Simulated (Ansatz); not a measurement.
Theory: DFT PBE, scalar-relativistic, plane waves, PAW in Ansatz 0.2.0. Settings: cutoff 420 eV, Γ-centred meshes spaced at most about 0.3 Å⁻¹, and about 0.25 Å⁻¹ or finer for metals (2π included), Gaussian smearing. No spin polarisation in the final relaxations.

All energies are static (0 K, no zero-point motion).

Two forms of SbSe₂ were relaxed alike.

A.

```
CELL_PARAMETERS angstrom
4.90591 0.00000 0.00000
-2.45296 4.24865 0.00000
0.00000 0.00000 3.76223
ATOMIC_POSITIONS crystal
Sb 0.00000 0.00000 0.78514
Se 0.33333 0.66667 0.51883
Se 0.66667 0.33333 0.51883
```

B.

```
CELL_PARAMETERS angstrom
0.00000 3.43586 3.43586
3.43586 0.00000 3.43586
3.43586 3.43586 0.00000
ATOMIC_POSITIONS crystal
Sb 0.50000 0.50000 0.50000
Se 0.00000 0.00000 0.00000
Se 0.75000 0.75000 0.75000
```

**Question.** Which form is favoured at zero pressure, and by what margin per atom?

**Answer.** A is lower, by 109 meV/atom. A has space group P6mm (No. 183), 26.1 Å³/atom and no gap on its mesh; B has space group F-43m (No. 216), 27.0 Å³/atom and no gap. Counting Se atoms around Sb (those within 1.25 times the shortest such distance or 1.15 times the sum of covalent radii; a plus sign parts nearer from farther groups), A has Sb 6 and B has Sb 4+6. Even the lower one lies +0.31 eV/atom against the reference forms of the elements (uncorrected), so neither is stable at this level. In A, Sb has 6 Se at 3.00 Å; Se has 3 Se at 2.83 Å and 3 Sb at 3.00 Å. In B, Sb has 4 Se at 2.98 Å and 6 Se at 3.44 Å; Se on its first site has 4 Se at 2.98 Å and 6 Sb at 3.44 Å; Se on its second site has 4 Sb at 2.98 Å and 4 Se at 2.98 Å. Both come from invented guesses. A third cell relaxed alike, in P-3m1, lies 0.45 eV/atom below the lower of the two.

No dispersion correction is applied, so the spacing and binding between layers, chains or molecules are poorly described (P6mm), and this can change margins and order among such cells. These runs have no spin–orbit coupling, which can matter for Sb. In P6mm, F-43m an odd number of electrons in the primitive cell allows no gap without spin; a larger cell or a magnetic state could open one. A magnetic state wasn't ruled out in cells without spin, among them F-43m. Cells relaxed within their symmetry can be saddle points.

A is preferred only within this pair: the P-3m1 cell lies 0.45 eV/atom below it, and thus also below the elemental references. The positive formation energy of A therefore reflects its structure and not an inherent inability of Sb and Se to bind at this composition.

The likely cause is frustrated bonding. Antimony and selenium normally form a few short, directional covalent bonds, whereas both cells spread the bonding over many equal, stretched contacts. Even the shortest Sb–Se distances, 3.00 Å in A and 2.98 Å in B, are well beyond a normal single bond, and the Se–Se contacts are too long for true Se₂ pairs. In A, Sb sits to one side of its nearest Se layer, which may let its lone pair relieve some of the strain; the tetrahedral site symmetry in B forbids such a displacement.

A is also the denser form, so modest compression should initially reinforce its preference over B. Whether the P-3m1 cell would survive decomposition into Sb₂Se₃ and selenium remains untested.
